**Where a B–N–P radical gives and takes charge**

The radical CH₃–NH–BH–PH can lose an electron or gain one. Which atoms supply the charge, which take it up, and how much of the change lands on the hydrogens? This matters to anyone who reads atomic charges to find the site of electron transfer. The hydrogens on boron and phosphorus are left open at first, because the other eight atoms tell enough to forecast them.

The column "fukui minus" gives the electron population that each atom loses when one electron is removed. The column "fukui plus" gives the population that each atom gains when one is added. The nuclei stay fixed in both cases, and the density is divided among atoms by the Hirshfeld scheme, which weights each point in space by the densities of the free atoms. Rows 1 to 4 are C, N, B and P along the chain, rows 5 to 7 the methyl hydrogens, row 8 the hydrogen on N, row 9 that on B and row 10 that on P.

PySCF 2.14.0 calculations with BLYP/def2-SVPD for the neutral doublet radical CH₃–NH–BH–PH in the gas phase, at its GFN2-xTB geometry. The Fukui values are Hirshfeld-condensed density differences for vertical removal (minus) and attachment (plus) of one electron, with both ions as singlets.

```
row  fukui minus (e)  computed element  fukui plus (e)
  1            0.045                 C           0.029
  2            0.105                 N           0.060
  3            0.073                 B           0.121
  4            0.486                 P           0.521
  5            0.031                 H           0.025
  6            0.053                 H           0.040
  7            0.053                 H           0.040
  8            0.041                 H           0.033
  9                ?                 H               ?
 10                ?                 H               ?
```

**One orbital, two columns**

Phosphorus leads both columns, with 0.486 e on removal and 0.521 e on attachment. In a closed-shell molecule this could not be taken for granted, since removal takes an electron from the highest occupied orbital and attachment puts one into the lowest empty orbital, and the two often sit on different atoms. A radical that goes to closed-shell singlet ions is different. That is the case here: the neutral radical is a doublet, and both ions were computed as singlets. Its one singly occupied orbital is emptied in the cation and filled in the anion, so both columns carry the same main imprint.

For a bent P–H group of this kind, standard bonding theory places the unpaired electron in the phosphorus 3p orbital that stands perpendicular to the molecular plane. The large phosphorus values fit that picture, though they don't prove the orbital's shape. They should not be read as two separate sites on phosphorus, one for giving and one for taking electrons.

**What the other electrons do**

The differences between the columns are smaller and chemically more telling. Nitrogen counts for 0.105 e on removal but only 0.060 e on attachment. Boron does the reverse, with 0.073 e and 0.121 e.

The likely reason is the response of the remaining electrons. A hole on phosphorus pulls electrons towards it, and nitrogen has a lone pair that can yield. An extra electron on phosphorus pushes charge away, and boron has a poorly filled p orbital that can receive it. Nitrogen has no such low-lying vacancy. This is an argument from bonding, since the columns contain the orbital's own shape and the response together.

The same contrast holds for the two halves of the molecule. The CH₃–NH half supplies 0.328 e on removal and takes only 0.227 e on attachment. The BH–PH half therefore carries about a tenth of an electron more of the change on attachment than on removal.

**Forecasting the two hydrogens**

The atomic shares must add up to one electron. The eight known atoms therefore leave 0.113 e for the two open hydrogens on removal and 0.131 e on attachment. This is bookkeeping and tests nothing. The physics lies in how each remainder is split.

The hydrogen on phosphorus should get the larger part. It lies in the molecular plane, where an out-of-plane p orbital has its node, but the Hirshfeld scheme still credits it with some of the density in the nearby lobes. It also feels the new charge on phosphorus most strongly. The hydrogen on boron is almost twice as far away.

Distance can't be the whole story, as the known hydrogens show. The two methyl hydrogens outside the plane have 0.053 e each on removal, more than the 0.041 e of the hydrogen on nitrogen, although they lie much farther from phosphorus. They may overlap with the out-of-plane orbital, or they may simply be exposed at the end of the molecule; the numbers don't decide. A forecast should therefore lean on distance only in part.

Two simple limits frame the split. In one, the hydrogens share equally. In the other, they share in proportion to $1/d$, the potential of a charge centred on phosphorus, where $d$ is the distance from that atom. With $d$ = 1.395 Å for the hydrogen on P and 2.686 Å for the one on B, the second limit gives the former a fraction

$$s=\frac{1/1.395}{1/1.395+1/2.686}=0.658 .$$

The forecast takes the midpoint of the two limits. For removal, the hydrogen on phosphorus then receives

$$0.113\ \mathrm{e}\times\tfrac12\,(0.5+0.658)=0.065\ \mathrm{e}.$$

The error bar is the full gap between the limits, $0.113\ \mathrm{e}\times(0.658-0.5)=0.018\ \mathrm{e}$. It is a judgement about how crude the picture is, not a statistical error. No constant was fitted. The forecasts are:

- Removal: hydrogen on B 0.048 ± 0.018 e, hydrogen on P 0.065 ± 0.018 e.
- Attachment: hydrogen on B 0.055 ± 0.021 e, hydrogen on P 0.076 ± 0.021 e.

Two qualitative forecasts go with them. The hydrogen on phosphorus should exceed the one on boron in both columns. Both should also rise from removal to attachment, whereas every known hydrogen falls. The larger remainder forces at least one of them to rise; that both do so is the actual forecast, and it follows from using the same split for both remainders.

The withheld rows as computed:

```
row  fukui minus (e)  computed element  fukui plus (e)
  9            0.043                 H           0.050
 10            0.070                 H           0.082
```

**Hits and misses**

All four values fall inside their ranges, and both qualitative forecasts hold. On removal, the hydrogen on boron was set too high and the one on phosphorus too low, each by about 0.005 e. On attachment the misses have the same directions, about 0.005 e for boron's hydrogen and 0.006 e for phosphorus's. Because each pair has a fixed sum, an error on one hydrogen reappears on the other with opposite sign, so the four hits amount to two tests at most.

The misses say that the hydrogen on phosphorus takes a somewhat larger part than the midpoint allowed. The hydrogen on phosphorus takes 62 % of the pair's share in both columns, between the equal split and the 66 % of the $1/d$ limit. That the fraction hardly changes is no separate proof of a shared orbital, since both hydrogens lie in the plane where such an orbital has its node. Nor does its value establish a $1/d$ law: the two hydrogens also differ in the atom they are bonded to, and a single pair can't separate the two influences.

The rise of both hydrogens completes a simple pattern. Every atom of the CH₃–NH half counts for less on attachment than on removal, and every atom of the BH–PH half counts for more. The hydrogens follow the half they belong to. Their being hydrogens tells less about the direction of the change than their position does.

**What to do with such numbers**

First ask whether the species is a radical. If it is, if its ions are closed-shell singlets and if the unpaired electron sits mainly on one atom, expect that atom to lead both columns, and take the differences between the columns as a hint, not a proof, of the donor and acceptor character of its neighbours. Here those differences mark nitrogen as the better supplier and boron as the better receiver. To guess a similar radical, locate the unpaired electron first, then ask which neighbour has a lone pair to lend and which has a vacancy to fill.

Second, add hydrogens to the atom that bears them before comparing sites. The P–H group accounts for 0.486 + 0.070 = 0.556 e on removal, clearly more than phosphorus alone. Small differences between single hydrogens depend on how the density is divided, and they are a poor basis for choosing a reactive site.

Third, trust the attachment column less. In this density-functional calculation the anion's highest occupied orbital has a positive energy, a known effect of self-interaction in BLYP, and the spread of the added electron may then depend on the basis set. The vertical electron affinity is nevertheless positive, at 1.101 eV, so the orbital energy alone doesn't show the anion to be unbound. The removal column has its own condition: it describes the singlet cation, which has not been shown to lie below the triplet. Self-interaction also tends to spread the charge of an ion over too many atoms, so the exact shares in both columns are less certain than the lead of phosphorus.

For work on precursors of electronic materials, the result identifies the P–H end as the main place of electron transfer in this isolated radical, in the one conformer studied. It doesn't say how the radical would bind to a surface or grow a film. The printed output below gives the forecasts, the misses and the two limiting splits.

Printed output of the fit:

```
removal, left for the two hidden H by the sum rule (e): 0.113
attachment, left for the two hidden H by the sum rule (e): 0.131
removal, whole CH3-NH side (e): 0.328
attachment, whole CH3-NH side (e): 0.227
removal, whole BH-PH side by the sum rule (e): 0.672
attachment, whole BH-PH side by the sum rule (e): 0.773
share of H on P in the hidden pair if split as 1/distance from P: 0.6582
removal, error bar of each forecast (e): 0.01787
attachment, error bar of each forecast (e): 0.02072
removal, H on B, forecast (e): 0.04756
removal, H on B, computed (e): 0.043
removal, H on B, forecast less computed (e): 0.004563
removal, H on P, forecast (e): 0.06544
removal, H on P, computed (e): 0.07
removal, H on P, forecast less computed (e): -0.004563
attachment, H on B, forecast (e): 0.05514
attachment, H on B, computed (e): 0.05
attachment, H on B, forecast less computed (e): 0.00514
attachment, H on P, forecast (e): 0.07586
attachment, H on P, computed (e): 0.082
attachment, H on P, forecast less computed (e): -0.00614
removal, H on P, equal split less computed (e): -0.0135
attachment, H on P, equal split less computed (e): -0.0165
removal, H on P, 1/distance split less computed (e): 0.004373
attachment, H on P, 1/distance split less computed (e): 0.00422
removal, computed share of H on P in the hidden pair: 0.6195
attachment, computed share of H on P in the hidden pair: 0.6212
distance and change by atom:
  row  distance from P (angstrom)  attachment less removal (e)
    1                        4.26                       -0.016
    2                       2.854                       -0.045
    3                       1.894                        0.048
    4                           0                        0.035
    5                       4.526                       -0.006
    6                       4.839                       -0.013
    7                       4.839                       -0.013
    8                       2.957                       -0.008
    9                       2.686                        0.007
   10                       1.395                        0.012
```
